# Time-dependent Foldy–Wouthuysen theory: generator, energy operator and spin–light coupling

## Premises and conventions

We use $\hbar=c=1$, quote energies in eV, and restore SI for the numbers. A particle of mass $m$ and charge $q$ (electron: $q=-e$, $e>0$) obeys $i\partial_t\psi=H\psi$ in prescribed classical potentials:

$$H=\beta m+\mathcal E+\mathcal O,\qquad \mathcal E=q\phi,\qquad \mathcal O=\boldsymbol\alpha\cdot\boldsymbol\pi,\qquad \boldsymbol\pi=\mathbf p-q\mathbf A(\mathbf r,t).$$

The fields are $\mathbf E=-\nabla\phi-\dot{\mathbf A}$ and $\mathbf B=\nabla\times\mathbf A$. In the Dirac representation $\alpha_i\alpha_j=\delta_{ij}+i\epsilon_{ijk}\Sigma_k$. Even operators such as $\mathcal E$ commute with $\beta$; odd ones such as $\mathcal O$ anticommute with it and couple upper to lower components. The method of Foldy and Wouthuysen (1950) removes odd terms order by order in $1/m$, with $\mathcal O$, $\mathcal E$ and $\partial_t$ counted as order one.

## Step 1. Two operators

Let $\psi'=U(t)\psi$ with $U$ unitary.

**Predict:** is $i\partial_t\psi'=UHU^\dagger\psi'$?

The product rule gives $i\partial_t\psi'=i\dot U\psi+UH\psi$. Insert $\psi=U^\dagger\psi'$. Differentiating $UU^\dagger=1$ gives $\dot UU^\dagger=-U\partial_tU^\dagger$. Hence

$$i\partial_t\psi'=H'\psi',\qquad H'=UHU^\dagger+i\dot UU^\dagger=UHU^\dagger-iU\,\partial_tU^\dagger .$$

The answer is no. $H'$ generates the time evolution. The operator $UHU^\dagger$ does another job: $\langle\psi|H|\psi\rangle=\langle\psi'|UHU^\dagger|\psi'\rangle$, and it has the instantaneous spectrum of $H(t)$. We call it the transformed energy operator. The name fits in a gauge where $\phi$ is static or zero, so that $H$ is rest plus kinetic plus static potential energy. To decouple the dynamics, $H'$ must be made even.

## Step 2. Expanding both parts

Write $U=e^{\Lambda}$ with $\Lambda^\dagger=-\Lambda$, and $\mathrm{ad}X=[\Lambda,X]$. The function $X(s)=e^{s\Lambda}Xe^{-s\Lambda}$ obeys $dX/ds=\mathrm{ad}X(s)$, so $UHU^\dagger=\sum_n \mathrm{ad}^nH/n!$. For the second part use $\partial_te^{\Lambda}=\int_0^1 e^{s\Lambda}\dot\Lambda e^{(1-s)\Lambda}ds$, multiply by $e^{-\Lambda}$ and integrate term by term:

$$i\dot UU^\dagger=i\dot\Lambda+\tfrac i2[\Lambda,\dot\Lambda]+\tfrac i6[\Lambda,[\Lambda,\dot\Lambda]]+\dots$$

**Predict:** which $\Lambda$ makes $[\Lambda,\beta m]$ cancel $\mathcal O$?

Since $[\beta\mathcal O,\beta]=\beta\mathcal O\beta-\mathcal O=-2\mathcal O$, take $\Lambda=\beta\mathcal O/2m$. Moving $\beta$ through odd factors costs a sign each time, which gives

$$\mathrm{ad}\,\mathcal O=\frac{\beta\mathcal O^2}{m},\quad \mathrm{ad}^2\mathcal O=-\frac{\mathcal O^3}{m^2},\quad \mathrm{ad}^3\mathcal O=-\frac{\beta\mathcal O^4}{m^3},$$

$$\mathrm{ad}\,\mathcal E=\frac{\beta[\mathcal O,\mathcal E]}{2m},\quad \mathrm{ad}^2\mathcal E=-\frac{[\mathcal O,[\mathcal O,\mathcal E]]}{4m^2},\quad [\Lambda,\dot\Lambda]=-\frac{[\mathcal O,\dot{\mathcal O}]}{4m^2}.$$

Because $\mathrm{ad}^{n+1}(\beta m)=-\mathrm{ad}^n\mathcal O$, the term $\mathrm{ad}^n\mathcal O$ carries the weight $1/n!-1/(n+1)!$, that is $0,\tfrac12,\tfrac13,\tfrac18$ for $n=0,\dots,3$. Collecting:

$$UHU^\dagger=\beta m+\mathcal E+\frac{\beta\mathcal O^2}{2m}-\frac{[\mathcal O,[\mathcal O,\mathcal E]]}{8m^2}-\frac{\beta\mathcal O^4}{8m^3}+\frac{\beta[\mathcal O,\mathcal E]}{2m}-\frac{\mathcal O^3}{3m^2}+\dots$$

$$i\dot UU^\dagger=\frac{i\beta\dot{\mathcal O}}{2m}-\frac{i[\mathcal O,\dot{\mathcal O}]}{8m^2}+\dots$$

The omitted terms are odd of order $m^{-3}$ or even of order $m^{-4}$.

## Step 3. The electric field completes itself

**Predict:** in the sum, $[\mathcal O,\mathcal E]$ always comes with $i\dot{\mathcal O}$. What is the combination?

We have $[\boldsymbol\alpha\cdot\boldsymbol\pi,q\phi]=-iq\,\boldsymbol\alpha\cdot\nabla\phi$ and $i\dot{\mathcal O}=-iq\,\boldsymbol\alpha\cdot\dot{\mathbf A}$, so

$$\mathcal F\equiv[\mathcal O,\mathcal E]+i\dot{\mathcal O}=iq\,\boldsymbol\alpha\cdot\mathbf E .$$

The energy operator supplies $-\nabla\phi$, the extra term supplies $-\dot{\mathbf A}$, and only the sum is gauge invariant.

The remaining odd part is $\mathcal O_1=\beta\mathcal F/2m-\mathcal O^3/3m^2+\dots$. A second step with $\Lambda_2=\beta\mathcal O_1/2m$ removes its leading part by the same formulas. Its largest even product is $\beta\mathcal O_1^2/2m$. With $(\beta\mathcal F)^2=-\mathcal F^2=q^2E^2$ this is $\beta q^2E^2/8m^3$. A third step acts on odd terms of order $m^{-2}$ and changes even terms at order $m^{-5}$.

## Step 4. Evaluating the commutators

First, $\mathcal O^2=\pi^2+i\boldsymbol\Sigma\cdot(\boldsymbol\pi\times\boldsymbol\pi)$, and $\boldsymbol\pi\times\boldsymbol\pi=iq\mathbf B$, so $\mathcal O^2=\pi^2-q\boldsymbol\Sigma\cdot\mathbf B$. Second,

$$[\boldsymbol\alpha\cdot\boldsymbol\pi,\boldsymbol\alpha\cdot\mathbf E]=\boldsymbol\pi\cdot\mathbf E-\mathbf E\cdot\boldsymbol\pi+i\boldsymbol\Sigma\cdot(\boldsymbol\pi\times\mathbf E-\mathbf E\times\boldsymbol\pi).$$

The scalar part is $-i\nabla\cdot\mathbf E$. The term $-[\mathcal O,\mathcal F]/8m^2$ multiplies the commutator by $-iq/8m^2$, and

$$H_{\rm FW}=\beta\Big(m+\frac{\pi^2-q\boldsymbol\Sigma\cdot\mathbf B}{2m}\Big)+q\phi-\frac{q\nabla\cdot\mathbf E}{8m^2}-\frac{q}{8m^2}\boldsymbol\Sigma\cdot(\mathbf E\times\boldsymbol\pi-\boldsymbol\pi\times\mathbf E)-\frac{\beta\mathcal O^4}{8m^3}+\frac{\beta q^2E^2}{8m^3}.$$

With $\boldsymbol\pi\times\mathbf E=-i(\nabla\times\mathbf E)-\mathbf E\times\boldsymbol\pi$ the spin–orbit term also reads $-\frac{q}{4m^2}\boldsymbol\Sigma\cdot(\mathbf E\times\boldsymbol\pi)-\frac{iq}{8m^2}\boldsymbol\Sigma\cdot(\nabla\times\mathbf E)$. Insert $\boldsymbol\pi=\mathbf p-q\mathbf A$. The part quadratic in the fields is

$$H_{EA}=\frac{e^2}{4m^2}\,\boldsymbol\Sigma\cdot(\mathbf E\times\mathbf A).$$

It is independent of the sign of the charge. It is not gauge invariant alone, only together with the $\mathbf E\times\mathbf p$ part. For light in vacuum we take $\phi=0$, $\nabla\cdot\mathbf A=0$; then $\mathbf E=-\dot{\mathbf A}$ and the whole spin–orbit term, $H_{EA}$ included, comes from $i\dot UU^\dagger$.

**Predict:** with the full $U$ of all steps, what does the energy operator look like?

By Step 1 it is $H_{\rm FW}-i\dot UU^\dagger$. Through $m^{-2}$ its even part is $H_{\rm FW}$ with $\mathbf E$ replaced by $-\nabla\phi$. It also keeps odd terms, led by $-i\beta\dot{\mathcal O}/2m$. These have zero expectation value in an upper-component state. One $U$ therefore cannot in general make both operators even.

## Step 5. A uniform rotating field

Take $\mathbf A=A_0(\cos\omega t,\eta\sin\omega t,0)$, where $\eta=+1$ means counterclockwise rotation about $+z$. Then $\mathbf E=A_0\omega(\sin\omega t,-\eta\cos\omega t,0)$, $|\mathbf E|=E_0=A_0\omega$, $\mathbf B=0$, and $(\mathbf E\times\mathbf A)_z=\eta E_0^2/\omega$ is constant. With $\xi=eE_0/m\omega$,

$$H_{EA}=\eta\,\Delta\,\Sigma_z,\qquad \Delta=\frac{e^2E_0^2}{4m^2\omega}=\frac{\xi^2\omega}{4}.$$

For linear polarisation $\mathbf E\parallel\mathbf A$ and the term vanishes. The canonical momentum is conserved; set $\mathbf p=0$. The spin then precesses about $z$ at $\Omega=2\Delta$, in the sense of the field.

**Predict:** does the instantaneous spectrum of $H(t)$ show this splitting?

Here $H=\beta m+m\xi\,\boldsymbol\alpha\cdot\mathbf n$ with $\mathbf n=(\cos\omega t,\eta\sin\omega t,0)$, so $H^2=m^2\gamma^2$ with $\gamma^2=1+\xi^2$. The levels $\pm m\gamma$ are spin degenerate. The rotation $U=\cos\theta+\sin\theta\,\beta\boldsymbol\alpha\cdot\mathbf n$ with $\tan2\theta=\xi$ gives $UHU^\dagger=\beta m\gamma$ exactly. Its derivative is $\dot U=\sin\theta\,\beta\boldsymbol\alpha\cdot\dot{\mathbf n}$. The even part of $\dot UU^\dagger$ is $\sin^2\theta\,(\boldsymbol\alpha\cdot\dot{\mathbf n})(\boldsymbol\alpha\cdot\mathbf n)=i\sin^2\theta\,\boldsymbol\Sigma\cdot(\dot{\mathbf n}\times\mathbf n)$, and $\dot{\mathbf n}\times\mathbf n=-\eta\omega\hat{\mathbf z}$. With $\cos2\theta=1/\gamma$,

$$\big(i\dot UU^\dagger\big)_{\rm even}=\frac{\eta\omega}{2}\Big(1-\frac1\gamma\Big)\Sigma_z,\qquad \Omega=\omega\Big(1-\frac1\gamma\Big)=\frac{\xi^2\omega}{2}\Big(1-\frac34\xi^2+\dots\Big).$$

The angle turned per cycle, $2\pi(1-1/\gamma)$, depends on the loop traced by the kinetic momentum and not on the rate. It is a geometric phase.

## Step 6. Exact test

Take $\eta=+1$ and write $\psi=e^{-i\omega t\Sigma_z/2}\chi$. Step 1 gives the constant generator $H_{\rm rot}=\beta m+m\xi\alpha_x-\tfrac\omega2\Sigma_z$. The matrix $\alpha_x$ joins an upper component of spin $s=\pm1$ to the lower component of spin $-s$. Each $2\times2$ block has diagonal entries $\pm M_s$ with $M_s=m-s\omega/2$, off-diagonal entries $m\xi$, and positive eigenvalue $\lambda_s=\sqrt{M_s^2+m^2\xi^2}$. The upper component of $\psi$ oscillates at the quasi-energy

$$\varepsilon_s=\lambda_s+\frac{s\omega}{2}=m+\frac{m\xi^2}{2}+s\,\frac{\xi^2\omega}{4}+\frac{\xi^2\omega^2}{8m}-\frac{m\xi^4}{8}+\dots$$

These are, in order, the rest, $\pi^2/2m$, $H_{EA}$, $q^2E^2/8m^3$ and $\mathcal O^4$ terms of $H_{\rm FW}$.

**Predict:** is the mean energy of these two states split by $2\Delta$?

In the rotating frame $H$ becomes $H_{\rm rot}+\tfrac\omega2\Sigma_z$. The Hellmann–Feynman theorem gives $\langle\Sigma_z\rangle=-2\,\partial\lambda_s/\partial\omega=sM_s/\lambda_s$, so $\langle H\rangle_s=(mM_s+m^2\xi^2)/\lambda_s$. To order $\xi^2$ this is $m+m\xi^2(x-x^2/2)$ with $x=m/M_s$. That function is stationary at $x=1$, so the term linear in $\omega$ drops out, and $\langle H\rangle_+-\langle H\rangle_-\simeq-\xi^2\omega^3/4m^2$. This is smaller than $2\Delta$ by the factor $\omega^2/2m^2$. The splitting belongs to the generator, not to the energy.

## Step 7. The magnetic field of real light

A wave travelling along $z$ has $\mathbf B=\hat{\mathbf z}\times\mathbf E$ with $|\mathbf B|=E_0$, rotating with $\mathbf E$. The Zeeman term has magnitude $eE_0/2m=\xi\omega/2$ and zero time average.

**Predict:** may it be dropped beside $H_{EA}$?

For a slow electron, go to the rotating frame and choose $x$ along $\mathbf B$: $\tfrac{\xi\omega}{2}\sigma_x-\tfrac\omega2\sigma_z$ for $\eta=+1$. The state connected to spin $s$ has eigenvalue $-\tfrac s2\omega\sqrt{1+\xi^2}$. Adding back $s\omega/2$ leaves the shift $-s\,\xi^2\omega/4$ at order $\xi^2$, which is $-s\Delta$. It cancels $H_{EA}$. The other field-linear spin terms are smaller than the Zeeman term by factors of order $\omega/m$ and $p/m$. The exact plane-wave (Volkov) solutions of the Dirac equation agree: their phase contains no spin, and their spinor factor is periodic for a periodic wave. Had we used $UHU^\dagger$ as generator, a spurious shift $-s\Delta$ would have survived.

A net effect needs unequal electric and magnetic amplitudes. Two counter-propagating beams with fields rotating in the same sense give $\mathbf A=A_0\cos kz\,(\cos\omega t,\eta\sin\omega t,0)$ with $k=\omega$. Then $|\mathbf E|=E_0|\cos kz|$, and the curl gives $|\mathbf B|=E_0|\sin kz|$ with the same sense of rotation. The local coupling is $\eta\Delta(\cos^2kz-\sin^2kz)\Sigma_z=\eta\Delta\cos2kz\,\Sigma_z$. Step 5 describes an electric antinode.

An anomalous moment, $g=2(1+\kappa)$, adds $\frac{\kappa q}{2m}(-\beta\boldsymbol\Sigma\cdot\mathbf B+i\beta\boldsymbol\alpha\cdot\mathbf E)$ to $H$. The even piece scales the Zeeman term by $1+\kappa$. The odd piece enters $\beta\mathcal O^2/2m$ as the cross term $-\frac{i\kappa q}{4m^2}[\boldsymbol\alpha\cdot\boldsymbol\pi,\boldsymbol\alpha\cdot\mathbf E]$, which is $2\kappa$ times the term of Step 4. The antinode value becomes $(1+2\kappa)\Delta$. In a travelling wave the residue at order $\xi^2$ is $[(1+2\kappa)-(1+\kappa)^2]\,s\Delta=-\kappa^2s\Delta$.

## Range of validity

- The $1/m$ series needs $\xi\ll1$, $p\ll m$, $\omega\ll m$ and fields smooth on the scale $1/m$. The relative corrections to $\Omega$ in a uniform field are $-\tfrac34\xi^2$ and terms of order $(p/m)^2$. The form $\omega(1-1/\gamma)$ lifts the limit on $\xi$ for $\mathbf p=0$, $\omega\ll m$.
- The field is classical and prescribed; emission and pair creation are left out.
- $H_{EA}$ alone governs the spin only where $|\mathbf B|\ll|\mathbf E|$.
- The antinode is a maximum of the ponderomotive potential $U_p\cos^2kz$, $U_p=m\xi^2/2$. Near it $m\ddot z=2U_pk^2z$, so a displacement grows at the rate $\xi\omega$. The spin turns by $\Omega/\xi\omega=\xi/2$ per e-folding time.

## Numerical illustration: 800 nm, $10^{14}$ W/cm², circular

Unrounded values are carried throughout. For circular light $|\mathbf E|$ is constant, so $I=c\epsilon_0E_0^2$ and $E_0=1.941\times10^{10}$ V/m. The frequency is $\omega=2\pi c/\lambda=2.355\times10^{15}$ s$^{-1}$, so $\hbar\omega=1.550$ eV and $\hbar\omega/mc^2=3.03\times10^{-6}$. Then $\xi=eE_0/mc\omega=4.836\times10^{-3}$, $\xi^2=2.339\times10^{-5}$ and $U_p=5.98$ eV. For $g=2$,

$$\Delta=\frac{\hbar e^2E_0^2}{4m^2c^2\omega}=9.06\ \mu\text{eV},\qquad \Omega=2.75\times10^{10}\ \text{rad/s}.$$

This equals the Zeeman energy $\mu_BB$ in a static field of 0.157 T along $\eta\hat{\mathbf z}$. The $\xi^2$ correction is $1.8\times10^{-5}$ relative. Taking as input the approximate value $\kappa\approx\alpha/2\pi$, with $\alpha$ the fine-structure constant, the anomalous moment raises $\Delta$ by 0.23 %, which affects the third figure. The $\mathcal O^4$ term, $-35$ $\mu$eV, exceeds $\Delta$ but shifts both spin states alike. The mean energies are split by only $4.6\times10^{-12}$ of $2\Delta$.

In the travelling wave $B_0=E_0/c=64.7$ T and $\mu_BB_0=3.75$ meV. Its second-order shift has magnitude $(\mu_BB_0)^2/\hbar\omega=9.06$ $\mu$eV and the opposite sign, so only $\kappa^2\Delta=1.2\times10^{-11}$ eV remains. At the antinode of a standing wave with the same $E_0$, made of two beams of $2.5\times10^{13}$ W/cm² each, a transverse spin turns by $\pi\xi^2=7.35\times10^{-5}$ rad per cycle, or $2.4\times10^{-3}$ rad in the 88 fs e-folding time of the electron's escape.